# Solution key: sign of closed loops of determinant propagators

**Conventions.** There are $N$ spin-polarised fermions of mass $m$ in $d$ dimensions, $\lambda=\hbar^2/2m$, $\beta=1/k_BT$. A *link* is one antisymmetrised free propagator $\det[G(\mathbf r_i,\mathbf r'_j;\tau)]$ with $G=(4\pi\lambda\tau)^{-d/2}e^{-|\mathbf r-\mathbf r'|^2/4\lambda\tau}$. A loop has $M$ links, and $P$ counts fourth-order propagators. Potential factors are positive, so the sign of a configuration is the product of the link signs. The average sign is $s=Z_F/Z_{\rm abs}$, where $Z_{\rm abs}$ integrates the modulus of the weight. The cost of a given statistical error grows as $s^{-2}$.

## (a) Dimensional analysis and link count

For an isotropic parabolic dot take $\hbar\omega$ and $\ell=\sqrt{\hbar/m\omega}$ as units, so that $\lambda=1/2$. Then $s$ depends only on $d$, $N$, $\beta$, the link times, the free parameters of the factorisation and the coupling $\Lambda=e^2/(4\pi\epsilon_0\epsilon_r\ell\,\hbar\omega)$.

Chin's fourth-order factorisation, as used in permutation blocking (Dornheim and co-workers, 2015), splits a step $\varepsilon=\beta/P$ into kinetic pieces $t_1\varepsilon,\ t_1\varepsilon,\ 2t_0\varepsilon$ with $t_1=\tfrac12-t_0$, so $M=3P$. The potential acts with weights $v_1,v_2,v_1$ at times $-t_1,0,t_1$ about the midpoint. Fourth order requires the second moment of the unit interval, $2v_1t_1^2=1/12$; the other third-order commutator is cancelled by a squared-force term. Hence $v_1=1/[6(1-2t_0)^2]$, and $v_2=1-2v_1\ge0$ gives $t_0\le(1-1/\sqrt3)/2=0.2113$. We take $t_0=1/6$, which makes all links equal, $\tau=\beta/3P$. At $t_0=0$ the third link shrinks to a delta function and $M=2P$.

## (b) The sign rule

With $\mathbf R=(\mathbf r_1+\mathbf r_2)/2$ and $\mathbf r=\mathbf r_1-\mathbf r_2$, the direct and exchange exponents contain $2|\mathbf R-\mathbf R'|^2+\tfrac12|\mathbf r\mp\mathbf r'|^2$. Therefore

$$\det G=\frac{2}{(4\pi\lambda\tau)^{d}}\,e^{-|\mathbf R-\mathbf R'|^2/2\lambda\tau}\,e^{-(r^2+r'^2)/8\lambda\tau}\,\sinh\frac{\mathbf r\cdot\mathbf r'}{4\lambda\tau},$$

and a loop has the sign $\prod_{k=1}^{M}\operatorname{sgn}(\mathbf r_k\cdot\mathbf r_{k+1})$ with $\mathbf r_{M+1}=\mathbf r_1$, whatever the link times and the interaction.

- **$M\le2$.** The product is $\operatorname{sgn}r^2$ or a square. For any $N$, $M=1$ is the determinant of a positive-definite kernel, and $M=2$ with equal link times is $(\det G)^2$. Unequal times lose the guarantee for $N\ge3$, because the nodes then depend on $\tau$.
- **$d=1$, open line.** After positive factors are removed the link is $\det[e^{x_iy_j/2\lambda\tau}]$. A sum of $N$ real exponentials has at most $N-1$ zeros, so this never vanishes for ordered $x$ and ordered $y$. That set is connected and the value at $y=x$ is positive (total positivity). The link sign is thus the product of the ordering parities of its two ends, and each parity occurs twice in a loop: $s=1$ for all $N$ and $M$. On a ring this survives for odd $N$ with periodic, or even $N$ with antiperiodic, boundary conditions.
- **$d\ge2$, $M\ge3$.** Three vectors at $120^\circ$ give $(-\tfrac12)^3<0$. Repeating a vector extends this to larger $M$, and placing other particles far away extends it to any $N$.

The rule counts links. One fourth-order propagator with $t_0>0$ has three and is already indefinite; $P=1$ with $t_0=0$ is positive for any $N$.

## (c) Soluble model: two ideal fermions, $d=2$

Use the exact oscillator link and $\boldsymbol\rho=\mathbf r/\sqrt2$. The relative weight is $\prod_k e^{-\rho_k^2\coth\tau}\sinh(\boldsymbol\rho_k\cdot\boldsymbol\rho_{k+1}/\sinh\tau)$. Setting $u^2=\rho^2\coth\tau$ gives $\prod_ke^{-u_k^2}\sinh(\kappa\,\mathbf u_k\cdot\mathbf u_{k+1})$ with the single parameter $\kappa=1/\cosh\tau$. A factorised link has the same form with another $\kappa$, for example $1/(1+\tau^2/2)$ in the primitive scheme.

**Lower bound.** Since $|\det|\le\operatorname{perm}$, $s\ge s_0=Z_F/Z_B$, the unblocked sign, for all $N$ and $M$ at the same discretisation. For two particles $Z_{F,B}=\tfrac12[Z_1(\beta)^2\mp Z_1(2\beta)]$ with $Z_1=(2\sinh\tfrac\beta2)^{-2}$, so $Z_1(2\beta)/Z_1(\beta)^2=\tanh^2(\beta/2)$ and $s_0=1/\cosh\beta$.

**High temperature, fixed $M$.** A negative loop needs one link with $\boldsymbol\rho\cdot\boldsymbol\rho'<0$, which confines it to $\rho\lesssim\sqrt\beta$, where the trap is negligible and the weight is a pure number. The relative partition function grows as $\beta^{-d}$, so $1-s\simeq b_M\beta^d$. In $d=2$, $b_2=0$ and $b_M\le\tfrac12$ by the bound.

**Long links, $\kappa\ll1$.** Now $\sinh x\to x$, the radial integrals cancel, and $s$ is the ratio of the traces of the $M$-th powers of the angular kernels $\cos\theta$ and $|\cos\theta|$. The first has the eigenvalue $\tfrac12$ twice. The second has $\tfrac2\pi\alpha_n$ on $e^{2in\theta}$, $\alpha_n=(-1)^{n+1}/(4n^2-1)$. Hence

$$s_{\rm L}(M)=\frac{2(\pi/4)^M}{1+2\sum_{n\ge1}\alpha_n^M},\qquad s_{\rm L}(2)=1,\qquad s_{\rm L}(3)=\frac{2\pi^2}{\pi^2+12}.$$

This limit holds for unequal links and any central interaction, since these change radial factors only. For the correction use $\sinh x\simeq x(1+x^2/6)$. Each bead has the radial weight $u^3e^{-u^2}du$, so $\langle u^2\rangle=2$. Replacing one $\cos$ by $\cos^3$ multiplies the signed eigenvalue by $\tfrac34$ and the modulus eigenvalues by $6/(9-4n^2)$. Then $s\simeq s_{\rm L}(1+c_M\kappa^2)$ with

$$c_M=\frac{2M}{3}\left[\frac34-\frac{\tfrac23+2\sum_{n\ge1}6\alpha_n^M/(9-4n^2)}{1+2\sum_{n\ge1}\alpha_n^M}\right]\to\frac{M}{18}.$$

| $P$ | $M$ | $s_{\rm L}$ | $c_M$ |
|---|---|---|---|
| 1 | 3 | 0.903 | 0.091 |
| 2 | 6 | 0.468 | 0.33 |
| 3 | 9 | 0.227 | 0.50 |
| 4 | 12 | 0.110 | 0.67 |

At fixed $M$ the sign saturates as $\beta\to\infty$, while $s_0\simeq2e^{-\beta}$ vanishes. For $\beta=12$, $M=6$: $\kappa^2=0.071$, $c_6\kappa^2=0.023$, $s\approx0.48$, against $s_0=1.2\times10^{-5}$. For $\beta=3$, $s_0=0.099$. There $M=3$ has $\kappa^2=0.42$, a correction of $0.038$ and $s\approx0.94$, the next order being able to move the last digit. For $M=6$, $\kappa^2=0.79$ and the correction $0.26$ is too large to trust.

**Crossover.** Each long link costs $\ln(4/\pi)=0.242$ in $-\ln s$, and the unblocked cost per link is $\tau$. The asymptotes $2(\pi/4)^M$ and $2e^{-\beta}$ meet at $\tau^*=0.242$, that is $M^*=12.4$ or $P\approx4$ for $\beta=3$.

## (d) Short links: how the gain vanishes

As $\cosh x-|\sinh x|=e^{-|x|}$, the sampled system is the bosonic one minus the deficit kernel $D=(2\pi\tau)^{-d/2}e^{-(\rho^2+\rho'^2)/2\tau-|\boldsymbol\rho\cdot\boldsymbol\rho'|/\tau}$, normalised like the one-particle kernel in $\boldsymbol\rho$. It is a repulsive core of range $\sqrt\tau$. If it lifts the pair energy by $\delta$, the low-temperature gain is $\ln(s/s_0)\simeq\beta\delta$.

First order in $D$ with the ground state $\psi$, $|\psi(0)|^2=\pi^{-d/2}$, gives $\delta_1\tau=|\psi(0)|^2\iint D$. In units of $\sqrt\tau$ the integral over $\boldsymbol\rho'$ yields $\operatorname{erfc}(w/\sqrt2)$, so

$$\delta_1=\pi^{-d/2}\,\tau^{(d-2)/2}\int d^dw\;\operatorname{erfc}(w/\sqrt2).$$

The largest eigenvalue of the link kernel exceeds any expectation value, so $\delta\le\delta_1$ at leading order in $\tau$.

- $d=3$: $\delta\propto\sqrt\tau$ with $\delta\le\frac{8\sqrt2}{3\pi}\sqrt\tau=1.20\sqrt\tau$. The gain dies as $M^{-1/2}$.
- $d=1$: $\delta_1\propto\tau^{-1/2}$ diverges. The core is impenetrable, $\delta=1$ is the full Fermi–Bose gap, and the gain never vanishes.
- $d=2$: the integral is $\pi$ and $\delta_1=1$, independent of $\tau$. The case is marginal and must be resummed.

In $d=2$ the $s$-wave outside the core is $e^{-\rho^2/2}U(-\nu,1,\rho^2)$ with energy $1+2\nu$, where $U$ is the decaying confluent hypergeometric function. At small $\rho$ it is proportional to $\ln\rho^2+\psi_0(-\nu)+2\gamma_E$, with $\psi_0$ the digamma function and $\gamma_E$ Euler's constant. It must match $\ln(\rho/a)$, and $a^2=c\,\tau$ because the core has no other scale. With $\psi_0(-\nu)\simeq1/\nu-\gamma_E$,

$$\delta=2\nu\simeq\frac{2}{L},\qquad L=\ln\frac1\tau+C,\qquad C=-\gamma_E-\ln c .$$

The pure number $c$ is not evaluated here. At $\tau=0.5$ the logarithm is only $0.69$, comparable with $C$, so the law fixes the scaling and no digits. The gain does vanish as $\tau\to0$, but in a planar dot only as $1/\ln M$. With Coulomb repulsion and $\Lambda\sqrt\tau\ll1$ the form is $\delta\simeq2\pi|\psi(0)|^2/L$ with a reduced contact density.

## (e) Twenty electrons, $\beta=3$, $P=2$, $M=6$, $\tau=0.5$

**Unblocked limit, $\Lambda=0$.** Shell $n$ has energy $n$ and degeneracy $n$. Five shells hold 15 electrons and five more fill five of the six states of shell 6, so $E_F=85$ with degeneracy 6, and $E_B=20$. The large-$N$ form $(2N)^{3/2}/3$ gives $84.3$. Put $q=e^{-3}$ and measure energies from each ground state. The canonical fermion sum is $z_F=6+110q+\dots=13.9$, and $\ln z_B=-\sum_{j\ge1}(j+1)\ln(1-q^j)=0.110$ up to terms of order $q^{21}$. Then $\ln s_0=-3\cdot65+2.63-0.11=-192.5$, or $\log_{10}s_0=-83.6$. In general $-\ln s_0\propto\beta N^{3/2}$ at low temperature.

**Approach to that limit.** When cores are rarely shared by three particles the sampled system is a gas of bosons with contact coupling $g=2\pi\delta$, since $g\int|\phi_0|^4d^2r=g/2\pi$ for the trap orbital $\phi_0$. For $N\delta\ll1$ the shift is $190\,\delta$ from the 190 pairs. This needs $L\gg2N=40$ and is out of reach. For $N\delta\gg1$ the Thomas–Fermi profile $(\mu-r^2/2)/g$ gives $N=\pi\mu^2/g$ and $E_{\rm abs}=\tfrac23N\mu=\sqrt\delta\,(2N)^{3/2}/3$, so

$$\ln s\simeq-\beta\,\frac{(2N)^{3/2}}{3}\left(1-\sqrt{\delta}\right),$$

where to leading logarithmic accuracy $L\sim\ln(1/n\tau)$ at density $n$. The first-order value $\delta=1$ reproduces the Fermi energy, and the sign decays only as $\sqrt{2/L}$ falls below one.

**Long-link limit.** The link reduces to $\sum_aD_a(R)D_a(R')$ over the degenerate ground-state Slater determinants. For a closed shell such as $N=21$ each bead carries $D^2$ and $s\to1$ for every $M$. For $N=20$ the rule of part (b) returns with a six-component vector, $\prod_k\operatorname{sgn}(\mathbf D_k\cdot\mathbf D_{k+1})$. Suppose, as a model, that its direction is isotropic. The signed eigenvalue is then $\tfrac16$, six times, and $\langle|\cos\theta|\rangle=16/15\pi$, so $s\approx6(15\pi/96)^6=0.084$. Of the 110 first excitations 12 are centre-of-mass modes that leave the sign alone. The other 98 add a random-sign term of relative size $\sqrt{98/6}\,e^{-\tau}$, so the limit needs $\tau\gg1.4$. The run lies outside it.

**Blocking crossover.** Within a link the ratio of exchange to direct term is $e^{-\mathbf r\cdot\mathbf r'/2\lambda\tau}\approx e^{-r^2/\tau}$. Its integral over an uncorrelated density is $\pi n\tau$, which exceeds one for $M<M_b=\pi n_0\beta$, with $n_0$ the central density. For $\Lambda\to0$, $n_0=\sqrt{2N}/2\pi$. For large $\Lambda$ take $n=n_0\sqrt{1-r^2/R_0^2}$ with $n_0=3N/2\pi R_0^2$. Summing over chords through the point $r$, its potential is $\Lambda n_0R_0\int_0^\pi\frac\pi2(1-r^2\sin^2\theta/R_0^2)\,d\theta=\frac{3\pi\Lambda N}{4R_0}(1-r^2/2R_0^2)$. Cancelling the trap $r^2/2$ gives $R_0^3=3\pi\Lambda N/4$ and $M_b\propto\beta N^{1/3}\Lambda^{-2/3}$, against $\beta N^{1/2}$ for the ideal gas. The two densities cross at $\Lambda^*=0.62$, with $\Lambda^*\propto N^{-1/4}$.

Inputs, all typical or illustrative: GaAs with $m^*\approx0.067\,m_e$, $\epsilon_r\approx12.9$, $\hbar\omega=3$ meV; silicon with in-plane $m^*\approx0.19\,m_e$, $\epsilon_r\approx11.7$, $\hbar\omega=1$ meV, one valley. They give $\ell=19.5$ nm, $T=11.6$ K and $\ell=20.0$ nm, $T=3.87$ K. The spacing is that of a triangular lattice, $b^2=2/(\sqrt3\,n_0)$.

| model | $\Lambda$ | $n_0\ell^2$ | $b/\ell$ | $b^2/\tau$ | $M_b$ |
|---|---|---|---|---|---|
| ideal | 0 | 1.01 | 1.07 | 2.3 | 9.5 |
| GaAs | 1.91 | 0.48 | 1.56 | 4.9 | 4.5 |
| Si | 6.15 | 0.22 | 2.30 | 10.6 | 2.1 |

The last two rows use the classical density. For the GaAs model $\Lambda$ is only about $3\Lambda^*$, and the neglected Pauli pressure, equal in effect to the Coulomb one near $\Lambda^*$, lowers $n_0$ and $M_b$ further. Spacings fluctuate, so $e^{-b^2/\tau}$ understates the exchange at close approach.

With $M=6$ the ideal dot lies on the blocked side, $M<M_b$, and $P=3$ sits at the crossover. The GaAs model crosses between $P=1$ and $P=2$. In the silicon model even $P=1$ exceeds $M_b$: single links cancel little at typical spacings, and what limits the sign problem is the small contact density, which suppresses exchange itself.

These numbers are the model's. Its central densities are $1.3\times10^{11}$ cm$^{-2}$ (GaAs) and $5.4\times10^{10}$ cm$^{-2}$ (Si). The first is in the typical range. The second lies several times below the few $10^{11}$ cm$^{-2}$ typical of gated silicon dots, where gates screen the repulsion, so a real device is denser and has a larger $M_b$ at the same $\beta\hbar\omega$. Real dots at zero field also hold both spins, and silicon two valleys, which splits each link into smaller determinants whose loop signs multiply.